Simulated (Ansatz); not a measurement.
# W: energy change per atom and pressure as volume scale varies

All results are calculated (Ansatz 0.2.0). Plane-wave DFT, scalar-relativistic PAW made under PBE with cores redone for the functional, no dispersion; the given relaxed cell is scaled uniformly, energy at zero smearing counts from the unscaled cell, pressure at the given Fermi-Dirac smearing is positive in compression.

The cell before it is scaled or strained (space group Fd-3m, No. 227):
```
CELL_PARAMETERS angstrom
0.00000 2.85600 2.85600
2.85600 0.00000 2.85600
2.85600 2.85600 0.00000
ATOMIC_POSITIONS crystal
W 0.12500 0.12500 0.12500
W 0.87500 0.87500 0.87500
```

Settings of every row: spin polarised no; functional LDA; wave cutoff 420 eV; smearing width 0.1 eV; k mesh 11x11x11.

Atom starting moment: 0 on all atoms.

Limits: some atoms lie unusually close (a squeezed, shaken or made-up cell); no spin-orbit coupling, which can matter with elements this heavy.

```
row  volume scale  V (Å³/atom)  energy change per atom (meV)  pressure (GPa)
  1          0.88         20.5                        171.75           22.22
  2          0.92       21.432                             ?               ?
  3          0.96       22.364                         16.03            6.02
  4          1.04       24.227                         15.67           -4.95
  5          1.08       25.159                         57.54           -9.05
  6          1.12       26.091                        121.07          -12.43
```

Question: what energy change per atom and pressure should row 2 give?

Worked fit of energy change per atom. Take u = (V_r/V)^(2/3) − 1 with V_r = 24.227 Å³ an atom, which is twice the finite (Eulerian) strain; such expansions in the strain, on which the Birch-Murnaghan equation of state is built, carry the rest volume and the bulk modulus. The shown rows have u = 0.1178, 0.05479, 0, -0.02485, -0.04821. Least squares give energy change per atom = 15.934 − 1159.452 × u + 21078.71 × u² meV; a straight line predicts inner rows, each left out in turn, worse (root mean square 70 against 0.58 meV). The rows lie off it by -0.11, 0.35, -0.26, -0.22, 0.25 (root mean square 0.25 meV). Its lowest point lies at u = 0.0275, or V = 23.26 Å³ an atom, and the curvature there gives the bulk modulus at fixed shape and fractions, B = (4/9)(1 + u)² E″(u)/V = 136 GPa. The withheld row has u = 0.08515, so the fit gives 15.934 − 1159.452 × (0.08515) + 21078.71 × (0.08515)² = 70.04 meV.

The calculation gave 70.5 meV. The fit lies 0.46 meV (0.29 % of the column's range) below it; its largest miss of a shown row is 0.35 meV.

Worked fit of pressure. Take u = (V_r/V)^(2/3) − 1 with V_r = 24.227 Å³ an atom, which is twice the finite (Eulerian) strain; such expansions in the strain, on which the Birch-Murnaghan equation of state is built, carry the rest volume and the bulk modulus. The shown rows have u = 0.1178, 0.05479, 0, -0.02485, -0.04821. Least squares give pressure = −4.983 + 176.199 × u + 463.66 × u² GPa; a straight line predicts inner rows, each left out in turn, worse (root mean square 1.6 against 0.071 GPa). The rows lie off it by 0.01, -0.04, 0.03, 0.03, -0.03. The pressure vanishes at u = 0.0264, or V = 23.3 Å³ an atom, and there the bulk modulus at fixed shape and fractions is B = −V dP/dV = (2/3)(1 + u) dP/du = 137 GPa. The withheld row has u = 0.08515, so the fit gives −4.983 + 176.199 × (0.08515) + 463.66 × (0.08515)² = 13.38 GPa.

The calculation gave 13.32 GPa. The fit lies 0.06 GPa (0.17 % of the column's range) above it; its largest miss of a shown row is 0.04 GPa.
